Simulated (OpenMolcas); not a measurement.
**Predicting a hybrid from its neighbours: AlSiH4Cl**

AlSiH4Cl has 7 atoms, charge 0, and is taken as a singlet. SMILES: `[SiH3][AlH][Cl]`. Geometry: relaxed at PBE0-D4/def2-TZVP.

The dipole moment y, in D, basis aug-cc-pVDZ; a is the functional's share of exact exchange. Programs: OpenMolcas 26.06.

| functional | program | a | y (D) |
| --- | --- | --- | --- |
| PBE | OpenMolcas | 0 | 1.29 |
| revPBE | OpenMolcas | 0 | 1.28 |
| B3LYP | OpenMolcas | 0.2 | ? |
| PBE0 | OpenMolcas | 0.25 | 1.40 |
| BHLYP | OpenMolcas | 0.5 | 1.48 |

Problem. Fit y = c + s·a to the known rows and predict B3LYP.

Solution. 
1. Means of the 4 rows: a = 0.1875, y = 1.363.
2. Σ(Δa)² = 0.17188, Σ(Δa·Δy) = 0.068125, so the slope is 0.068125/0.17188 = 0.39635.
3. Intercept: 1.363 − (0.39635) × 0.1875 = 1.289. The largest residual of the fit is 0.012.
4. B3LYP: 1.289 + (0.39635) × 0.2 = 1.37 D.

The run gave 1.38 D, so the prediction is off by -0.01 D, within the largest residual. More exact exchange makes the molecule more polar here.

The dipole rises with the share of exact exchange in every row, including the B3LYP run. PBE to PBE0 is the cleanest comparison, since the semilocal ingredients stay the same while the dipole grows from 1.29 to 1.40 D. BHLYP also changes the semilocal part, so the fitted slope isn't a pure exact-exchange response. With one geometry throughout, the increase reflects a redistribution of electron density rather than a change in bond lengths.

The polarity itself follows from electronegativity: chlorine draws density from electropositive aluminium, while the hydridic hydrogens on Al and Si add bond dipoles that partly offset one another and the Al–Cl contribution. Exact exchange probably strengthens the charge separation by curbing the excessive delocalisation of semilocal functionals, including chlorine lone-pair donation into the formally empty Al 3p orbital. The successful interpolation supports a smooth response within this set of functionals, but it doesn't establish which exchange fraction gives the most accurate dipole.
